**Stalls and drops in the cutoff convergence of a phosphorus pseudopotential**

A larger basis can only lower a variational level, and a nodeless pseudo-wave looks smooth, so the naive picture is a steady decay in which each step in cutoff removes a similar fraction of the remaining error. For this norm-conserving PBE potential of P$^{1.5+}$ the picture roughly holds for the empty d level and fails for the occupied 3s and 3p levels.

ld1.x 7.5, non-relativistic PBE: separable norm-conserving Troullier-Martins pseudopotential for P, [Ne] core, reference 3s2 3p1.5 (charge +1.5), radii 1.2 (s, local), 1.3 (p) and 1.05 bohr (d), no core correction. Errors and excesses are pseudo-atom levels in spherical Bessel functions (20 bohr box, fixed reference potential) less their values at 400 Ry.

| cutoff (Ry) | sum of levels error (mRy) | lowest p level excess (mRy) | lowest d level excess (mRy) | lowest s level excess (mRy) | lowest f level excess (mRy) |
| --- | --- | --- | --- | --- | --- |
| 10 | 163.3 | 21.87 | 52.48 | 65.27 | 0.02 |
| 15 | 109.2 | 21.52 | 39.35 | 38.44 | 0.01 |
| 21 | 104.0 | 21.41 | 28.93 | 35.96 | 0.01 |
| 30 | 81.61 | 19.09 | 20.59 | 26.49 | 0 |
| 40 | 36.49 | 11.85 | 11.90 | 9.36 | 0 |
| 50 | 13.56 | 4.43 | 6.44 | 3.46 | 0 |
| 60 | 7.940 | 1.40 | 3.55 | 2.92 | 0 |
| 80 | 5.005 | 0.51 | 0.98 | 2.12 | 0 |
| 100 | 1.590 | 0.26 | 0.18 | 0.60 | 0 |
| 140 | 0.635 | 0.05 | 0 | 0.28 | 0 |
| 200 | 0.155 | 0.01 | 0 | 0.07 | 0 |
| 300 | 0.020 | 0 | 0 | 0.01 | 0 |

Each "excess" column is the lowest level of that angular momentum at cutoff $E_c$ less its value at 400 Ry, in one fixed potential. The sum of levels error weights them by occupation, $2s + 1.5p$, to the printed figures; d and f do not enter. The p level is the real 3p: its $-1.4046$ Ry matches the all-electron $-19.11$ eV.

**The breaks and their size**

No column ever rises, but the pace is uneven. The p excess barely moves from 10 to 21 Ry (21.87 to 21.41 mRy) and then collapses to 1.40 mRy by 60 Ry. The s excess stalls between 15 and 21 Ry, drops from 26.49 to 9.36 mRy between 30 and 40 Ry, stalls again from 50 to 80 Ry and speeds up towards 100 Ry.

As a smooth yardstick, the logarithm of each column was fitted by least squares as a straight line in $\sqrt{E_c}$, $E_c$ or $\ln E_c$, using rows of 0.05 mRy and more, and the best form was kept. For s (exponential in $\sqrt{E_c}$) the table runs from 1.69 times the fit at 30 Ry to 0.61 times at 50 Ry. For p (exponential in $E_c$) it runs from 1.76 at 40 Ry to 0.59 at 60 Ry. These ratios depend on the chosen form. The local logarithmic slope per Ry needs no fit, though measuring per Ry favours the exponential in $E_c$: it varies by a factor of about 135 for p, 9.5 for s and 2.2 for d.

**Why the levels stall**

Raising the cutoff admits shorter wavelengths, and the level falls only if the wave contains them. A wave with a definite length scale has a spectrum like a diffraction pattern, with lobes separated by nodes. While the cutoff sweeps through a lobe the level drops; while it passes a node the new functions are of almost no use and the level stalls, although the next lobe is still excluded.

The pseudo-waves of this run have such a scale. The 3s wave rises by 0.052 bohr$^{-1/2}$ per 0.13 bohr near 0.5 bohr, then steepens to 0.122 near 1.0 bohr. The 3p wave has a weaker shoulder (0.063, then 0.090).

In Rydberg units the kinetic energy of wave number $q$ is $q^2$, so $q_c=\sqrt{E_c}$. Split the converged state $\psi$, of energy $\varepsilon$, into the part $P\psi$ below $q_c$ and the part $Q\psi$ above. Because $(H-\varepsilon)\psi=0$,
$$\langle P\psi|H-\varepsilon|P\psi\rangle=\langle \psi-Q\psi|H-\varepsilon|\psi-Q\psi\rangle=\langle Q\psi|H-\varepsilon|Q\psi\rangle .$$
Keeping only the kinetic energy within $Q$, and ignoring both renormalisation and the relaxation of the truncated wave,
$$\Delta E(q_c)\approx\int_{q_c}^{20}(q^2-\varepsilon)\,u(q)^2\,dq,\qquad u(q)=\sqrt{2/\pi}\int u(r)\,qr\,j_l(qr)\,dr ,$$
where $u(r)$ is the radial pseudo-wave, $j_l$ the spherical Bessel function and 20 bohr$^{-1}$ corresponds to 400 Ry. The drop per unit $q_c$ is the integrand, which vanishes at a node of $u(q)$.

The transform was evaluated from the run's waves on a 0.13 bohr grid, continued beyond 1.69 bohr by a screened Coulomb tail whose one decay length per channel was matched by least squares to the last three points. The norms come out as 0.998 (s) and 0.992 (p), slightly short. Nothing was fitted to the table. The s nodes fall near 19, 61 and 122 Ry and the first p minima near 15 and 77 Ry. These were located as minima of the integrand; at 15 Ry it falls to 0.001 mRy bohr, and $u(q)$ may only touch zero there without changing sign, which stalls the level just as well. The minima at 15, 19 and 61 Ry lie inside the three plain stalls; those at 77 and 122 Ry show only as a milder slowing of the logarithmic decay.

A worked case, on rows that entered no fit of this model: from 15 to 21 Ry, $q_c$ grows by $4.58-3.87=0.71$ bohr$^{-1}$. The mean integrand is 3.29 mRy bohr for s and 0.24 for p, giving drops of 2.3 and 0.17 mRy. The sum should fall by $2(2.3)+1.5(0.17)\approx 4.9$ mRy; the table gives $109.2-104.0=5.2$. From 30 to 40 Ry the step is 0.85 and the means are 20.0 and 11.1, so the drop is $0.85\,(2\times 20.0+1.5\times 11.1)\approx 48$ mRy against $81.61-36.49=45.1$, about 6% above the table. The intervals beside these fare worse: the model's drop in the sum is about 78 mRy against 54 in the table from 10 to 15 Ry, and about 30 against 22 from 21 to 30 Ry. Both channels have a node or near-zero minimum in the first interval and a lobe in the second.

**Where the model fails**

From 60 Ry up the integral matches both columns within 0.1 mRy. At 50 Ry and below it is high in every row, by 23% (s) and 21% (p) of the table value at 10 Ry. Several effects may contribute, and their shares were not separated. The 20 bohr box spaces basis functions about $\pi/20$ bohr$^{-1}$ apart, and one function is worth 16 mRy for s at 10 Ry, as much as the misfit there. That step is too small for the misfit of about 4 mRy in p from 10 to 21 Ry, or 3.6 mRy in s at 21 Ry. Relaxation can only lower the truncated level, which has the right sign. So has the dropped potential term where the potential is attractive, and it may well be the larger part for p; neither share was computed. The agreement shows that wave shape accounts for the stalls; waves and levels come from the same potential, so it says nothing of that potential's quality.

**Origin of the shape**

This part is argued from theory, and only one set of radii is at hand. The radii, 1.2 and 1.3 bohr, sit on the rising flank of the outer lobes: 3s peaks near 1.56 bohr and 3p is still rising at 1.69. The all-electron waves pass through a node near 0.65 bohr and hold little charge inside the radius. A nodeless wave with the same charge must stay low and then climb steeply to the matching point, which makes the shoulder.

At large $q$ the joint at radius $r_c$ takes over. The Troullier-Martins wave matches four derivatives, so the fifth jumps, $u(q)$ oscillates as $q^{-6}$ with nodes $\pi/r_c$ apart, and the excess decays as $q^{-9}=E_c^{-4.5}$. The computed s spacings, 3.50, 3.22 and 2.94 bohr$^{-1}$, shrink towards 2.62 without reaching it; the p spacings, counted from the minimum near 15 Ry, go from 4.90 to 2.52 against 2.42. The late s exponents (3.1 to 3.9) are distorted by oscillation and rounding and do not test the power. For a neighbouring potential only this asymptotic spacing scales as $1/r_c$. The low nodes depend also on the outer lobe, which the radius leaves untouched, so the stalls cannot be moved from one radius to another by a scaling rule. Radii nearer the outer maximum should mainly shrink the spectral lobes, and with them the excess left at each stall.

**The d and f levels**

The d excess is large (52.48 mRy at 10 Ry, above s at 15, 40, 50 and 60 Ry) but stays within 0.71 to 1.21 of an exponential in $E_c$ up to 100 Ry; beyond that it falls faster, rounding to 0 at 140 Ry where the fit gives 0.022 mRy. Its 9% dip in rate at 21 to 30 Ry is half the step of one basis function and deserves no cause. That d is smooth because a 3d wave has no node to remove is a guess. The f level feels a centrifugal term $12/r^2\approx 8$ Ry at 1.2 bohr, stays outside the core, and at $-0.156$ Ry is near the hydrogenic $-1.5^2/4^2=-0.14$ Ry. Its excess of at most 0.02 mRy says nothing about hardness.

**What to do**

A small change between neighbouring cutoffs is no sign of convergence. From 15 to 21 Ry the p level moves by $21.52-21.41=0.11$ mRy with 21.41 left; from 50 to 60 Ry the s level moves by $3.46-2.92=0.54$ mRy with 2.92 left. A check should span a full node spacing of the slowest channel in $q$, or use a distant reference: from 60 Ry, $(7.75+3.5)^2\approx 127$ Ry. The channel to watch is s, which carries 74 to 90% of the sum from 60 to 200 Ry, though only half at 40 and 50 Ry. On the run's ladder of cutoffs the sum is down to 10 mRy or less by 55 Ry and to 1 mRy or less by 110 Ry.

These cutoffs concern waves, not the density, in a spherical, spin-unpolarised ion at fixed potential; in a solid, errors common to two structures partly cancel. Convergence is also not accuracy: the excitation to 3s$^1$3p$^0$ differs from the all-electron value by 158.7 meV, an error of the potential that no cutoff removes.
